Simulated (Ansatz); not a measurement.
# Work function of unrelaxed Mo(110) films of 1 to 13 layers in PBE

A work function is usually treated as a property of a surface, yet a film a few atoms thick has two surfaces so close together that the electrons feel both. How many layers of molybdenum are needed before a (110) face no longer notices the other side? The answer decides how thick a slab must be to stand for a thick film, and how far an ultrathin film may differ from one. The work function $\Phi$ is calculated in PBE for slabs of 1 to 13 layers with atoms at bulk places. It is the vacuum level less the Fermi level, and each departure $\Delta\Phi$ is taken from the 13-layer slab.

## Method

Ansatz 0.2.0, plane-wave Kohn-Sham DFT with its default PAW datasets at a cutoff of 420 eV. Symmetric 1×1 slabs of 1 to 13 layers are cut at the tabulated measured lattice constant with atoms at bulk places and 18 Å of vacuum. In-plane k-spacing 0.15 Å⁻¹ (2π included), Fermi-Dirac smearing of 0.1 eV, dipole correction on. Spin-paired. Scalar-relativistic, no spin-orbit coupling. PBE. The crystal is bcc; the mesh is the same for all thicknesses of a face.

Notes on method and selection:

- Confinement between the two faces quantises the states along the normal, so values can oscillate with thickness.
- The atoms are not relaxed; free films of one to three layers would take another lattice constant.
- Very thin films of spin-paired d elements may in truth carry a moment.
- Runs in which the search for lower states was switched off are not listed.
- Work functions and vacuum levels are read from the electrostatic potential (Hartree and local ionic parts), which a warning of a rough exchange-correlation potential in thin density does not concern.
- Error sizes named in these notes are rules of thumb and were not measured on these runs.
- The default PAW datasets of this version of Ansatz are the set soft_2.
- Runs that did not converge, have known faults or may not be shown are not listed, and runs on Ansatz's PAW sets soft_1 and soft_2 are kept to separate tables.

Columns:

- layers: number of atomic layers.
- thickness (Å): distance between the outermost atomic planes.
- Φ (eV): work function: vacuum level outside the slab less the Fermi level.
- ΔΦ to thickest (eV): work function less that of the thickest slab of the same face.

Input lines of one member:

```
kpoints:
  mp_grid: { grid: [16, 16, 1] }
hamiltonian:
  xc: pbe
scf:
  occupations: { method: fermi_dirac, width: 0.1 }
  convergence: { dr2_threshold: 1.0e-09 }
efield:
  axis: 3
  dipole_correction: true
  ramp_position: 0.97
  ramp_width: 0.06
output:
  write_potential: true
  write_density: true
```

Command (options for logging and memory left out): `ansatz run input.yaml --threads 2 --backend cpu`

## Results

| member | layers | thickness (Å) | Φ (eV) | ΔΦ to thickest (eV) |
| --- | --- | --- | --- | --- |
| 1 layer | 1 | 0.00 | 5.054 | 0.3881 |
| 2 layers | 2 | 2.23 | 4.567 | −0.0988 |
| 3 layers | 3 | 4.45 | 4.711 | 0.0452 |
| 4 layers | 4 | 6.68 | 4.701 | 0.0352 |
| 5 layers | 5 | 8.91 | 4.653 | −0.0128 |
| 6 layers | 6 | 11.14 | 4.668 | 0.0020 |
| 7 layers | 7 | 13.36 | 4.660 | −0.0062 |
| 8 layers | 8 | 15.59 | 4.671 | 0.0047 |
| 10 layers | 10 | 20.05 | 4.666 | 0.0002 |
| 13 layers | 13 | 26.73 | 4.666 | 0.0000 |

## Mechanism

The approach is fast and not monotonic. One layer lies 0.388 eV above the 13-layer slab and two layers lie 0.099 eV below it. From six layers on, every listed film is within 0.007 eV.

Confinement gives a simple model of this, under three assumptions.

1. Electrons move freely in the plane and are held in a box of width $D = Nd$, where $N$ is the number of layers and $d$ = 2.23 Å their spacing. The levels along the normal are $\varepsilon n^2$, with $\varepsilon = \pi^2\hbar^2/(2mD^2)$.
2. The film is neutral, so the number of electrons per area is fixed by $N$.
3. The inner potential and the surface dipole do not depend on $N$. A rise of the Fermi energy $E_F$ then lowers $\Phi$ by the same amount.

Each level carries a two-dimensional band, filled in proportion to $E_F - \varepsilon n^2$. With $x = \sqrt{E_F/\varepsilon}$ and $f$ the fractional part of $x$, the sum over filled bands is

$$\varepsilon\left[\tfrac{2}{3}x^3 - \tfrac{1}{2}x^2 - x\left(f^2 - f + \tfrac{1}{6}\right) + \dots\right]$$

The first term is the bulk count. The second belongs to the walls and is made good by charge spilling past the outer planes. The third oscillates with thickness. Raising $E_F$ adds to the sum at a rate of about $x$, so a fixed count requires

$$\Delta\Phi = -\varepsilon\left(f^2 - f + \tfrac{1}{6}\right)$$

The bracket stays between −1/12 and 1/6, while $\varepsilon$ falls as $1/N^2$. Replacing the bracket by one typical size leaves two parameters, $A$ and the thick-film value $\Phi_\infty$:

$$|\Phi(N) - \Phi_\infty| \approx A/N^2$$

The sign is lost in this last step. For free electrons $\varepsilon N^2$ is roughly 3.8 × 9.9 / (2.23 × 2.23) = 7.6 eV, so $A$ should not exceed about 7.6 / 6 = 1.3 eV.

## Testing the model

**Problem.** Fix the model on the 13-layer and 2-layer slabs, and find the size of the departure at three, four, five and eight layers.

**Solution.** The 13-layer slab stands in for the thick film, so $\Phi_\infty$ is taken as 4.666 eV. The 2-layer slab gives

$A$ = 0.0988 × 2 × 2 = 0.395 eV,

which is below the free-electron ceiling. The other films follow:

- 3 layers: 0.395 / 9 = 0.0439 eV; the table has 0.0452 eV, above the thickest slab.
- 4 layers: 0.395 / 16 = 0.0247 eV; the table has 0.0352 eV, above.
- 5 layers: 0.395 / 25 = 0.0158 eV; the table has 0.0128 eV, below.
- 8 layers: 0.395 / 64 = 0.0062 eV; the table has 0.0047 eV, above, a miss in size of 0.0062 − 0.0047 = 0.0015 eV.

The remaining rows are:

- 1 layer: 0.395 eV; the table has 0.3881 eV, above.
- 6 layers: 0.395 / 36 = 0.0110 eV; the table has 0.0020 eV, above, a miss in size of 0.0110 − 0.0020 = 0.0090 eV.
- 7 layers: 0.395 / 49 = 0.0081 eV; the table has 0.0062 eV, below, a miss in size of 0.0081 − 0.0062 = 0.0019 eV.
- 10 layers: 0.395 / 100 = 0.0040 eV; the table has 0.0002 eV, above.

Over the seven films from three to ten layers the mean miss in size is (0.0013 + 0.0105 + 0.0030 + 0.0090 + 0.0019 + 0.0015 + 0.0038) / 7 = 0.0044 eV. The sizes themselves lie on average about 0.014 eV from their own mean, so the model does describe how the departures shrink. A decay as $1/N$ would be too slow: fixed on the same two slabs, it gives 0.0988 × 2 / 8 = 0.0247 eV at eight layers, about five times the tabulated size.

Because the sign is not predicted, $A/N^2$ serves as a likely error of a thin slab and not as a correction to its work function. For the same reason the agreement in size is consistent with confinement but does not prove it.

## Members off the line

The largest misses beyond one layer are at four layers, where the table exceeds the model by 0.0352 − 0.0247 = 0.0105 eV, and at six, where it falls short by 0.0110 − 0.0020 = 0.0090 eV. The assumption most likely to give way is the single typical size of the oscillating bracket, which in the full formula changes with thickness and passes through zero. Misses of a hundredth of an eV are also not far above what the k-mesh and smearing may cause, so they carry little weight.

The signs do not simply alternate between odd and even films: three and four layers both lie above the 13-layer slab. Molybdenum has several partly filled d bands, and a box with one kind of free electron is too crude to assign their phases.

The close agreement at one layer should not be taken as support. A single layer has no interior, and each atom keeps only four of its eight nearest neighbours, so a constant inner potential and surface dipole cannot be assumed. Free films of one to three layers would also take another lattice constant, and very thin ones may carry a magnetic moment that the spin-paired runs exclude.

## Experiment

| member | quantity | measured | computed | computed − measured | conditions | source |
| --- | --- | --- | --- | --- | --- | --- |
| 13 layers | Φ (eV) | 4.95 | 4.666 | −0.284 | compiled values differ between sources by a tenth of an eV or more; compiled experimental value; Mo(110) single-crystal face | [1] |

Sources:

[1] "Anisotropic work function of elemental crystals" (2019, arXiv:1902.07811)

Only the 13-layer slab has a measured partner. Its computed work function of 4.666 eV is 0.284 eV below the compiled 4.95 eV for a single-crystal (110) face. The thinner films are not compared here, so the trend with thickness is untested by experiment.

Film thickness cannot account for the difference, since from six layers on every listed film lies within 0.01 eV of the 13-layer slab. Relaxation has the wrong sign: it lowers the computed value and would widen the gap. The functional is a likelier contributor, because PBE often places the work functions of transition metals too low, by roughly 0.1 to 0.3 eV.

The measured value has its own uncertainty. Compiled values differ between sources by a tenth of an eV or more. Adsorbed oxygen usually raises the work function of such a metal, while steps usually lower it. With one compiled value and no stated method, the difference suggests that PBE is too low for this face but does not fix by how much.

## Conclusions and limits

For unrelaxed Mo(110) slabs between 2 and 13 layers, the departure from the thick-film work function shrinks roughly as the inverse square of the number of layers, with either sign. Five layers suffice for an accuracy of about 0.02 eV and six for about 0.01 eV.

Beyond that point, adding layers matters less than letting the atoms move. Relaxation, tried on one of the thicker films, lowers its work function by more than the thicker unrelaxed films differ among themselves, that is, by upward of 0.01 eV. A wider vacuum and spin-orbit coupling left the same film almost unchanged.

[Logs are printed without paths, hosts, clocks, repeated set-up lines and the standing remarks that a program may print on its own settings, such as how far it seeks lower states.]
